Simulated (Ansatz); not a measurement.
Ligand exchange: how K changes with temperature for C2H7BrSi + CH2F2O ⇌ C2H8OSi + CHBrF2

Gas-phase species: C2H7BrSi `CC[SiH2]Br`, singlet; CH2F2O `OC(F)F`, singlet; C2H8OSi `CC[SiH2]O`, singlet; CHBrF2 (bromodifluoromethane) `FC(F)Br`, singlet. The partners trade Br for OH: Si–Br and C–OH bonds give way to Si–OH and C–Br.

The electronic reaction energy at CCSD(T)/def2-TZVPP is +53.8 kJ/mol. Shapes: PBE0-D4/def2-TZVP. Flexible molecules stand in one conformer, not always the lowest. Programs: Ansatz 0.2.0. Enthalpy and entropy come from rigid-rotor, harmonic-oscillator sums on unscaled PBE0-D4/def2-TZVP wavenumbers, ideal gases at 1 bar; R ln 2 is added for the mirror twin of the chiral shape of C2H8OSi. Symmetry numbers: C2H7BrSi 1, CH2F2O 1, C2H8OSi 1, CHBrF2 1. R = 8.3145 J/(mol K).

```
T (K)  ΔH (kJ/mol)  ΔS (J/(mol K))
  500        +50.2           +13.2
  700        +50.9           +14.4
  900            ?               ?
```

Task: Work out ln K at 500 and 700 K, and from these estimate it at 900 K.

Result: 
1. 500 K: ΔG = +50.2 − 500 × (+13.2)/1000 = +43.6 kJ/mol; ln K = −ΔG/RT = -10.49.
2. 700 K: ΔG = +50.9 − 700 × (+14.4)/1000 = +40.8 kJ/mol; ln K = −ΔG/RT = -7.01.
3. Slope against 1000/T: (-7.01 − (-10.49))/(1.4286 − 2.0000) = -6.09, that is −ΔH/R with ΔH near +51 kJ/mol.
4. 900 K: ln K = -10.49 + (-6.09) × (1.1111 − 2.0000) = -5.08.

The full sums give ΔH = +51.5 kJ/mol, ΔS = +15.1 J/(mol K), ΔG = +37.9 kJ/mol and ln K = -5.06 at 900 K, so the line is off by -0.02 in ln K; without rounding the miss is -0.02, from the change of ΔH with temperature. The reactants are favoured over this whole range. An error of 10 kJ/mol in the energy moves ln K by 1.3 at 900 K. Soft modes are treated as harmonic, which can err either way at these temperatures; the lowest are those of C2H7BrSi (69 cm⁻¹), C2H8OSi (87 cm⁻¹). Other conformers aren't counted. Other reactions of these species are left aside. Relativity is left out for Br. Outer-core shells of Br are correlated, in sets that cover them unevenly.

The exchange is uphill because of its enthalpy. Warming raises K, as it must for an endothermic reaction, but the small entropy gain comes nowhere near offsetting the cost by 900 K. Two molecules give two, so no large translational term arises, and a good part of the gain is the mirror-twin contribution of the silanol.

The sign may surprise, since silicon usually prefers oxygen to bromine strongly enough to drive such an exchange forward. Here the carbon partner is unusual: in difluoromethanol, oxygen lone pairs can donate into the C–F σ* orbitals, an anomeric stabilisation that strengthens the C–O bond. Bromine is a poorer donor, so much of this is probably lost in CHBrF2, outweighing the gain from forming Si–O. The result therefore doesn't contradict the oxophilicity of silicon, and shouldn't be carried over to simple alcohols without geminal fluorine.

The preference for the reactants is large enough to survive an energy error of 10 kJ/mol, though it says nothing about how fast the exchange would reach equilibrium.
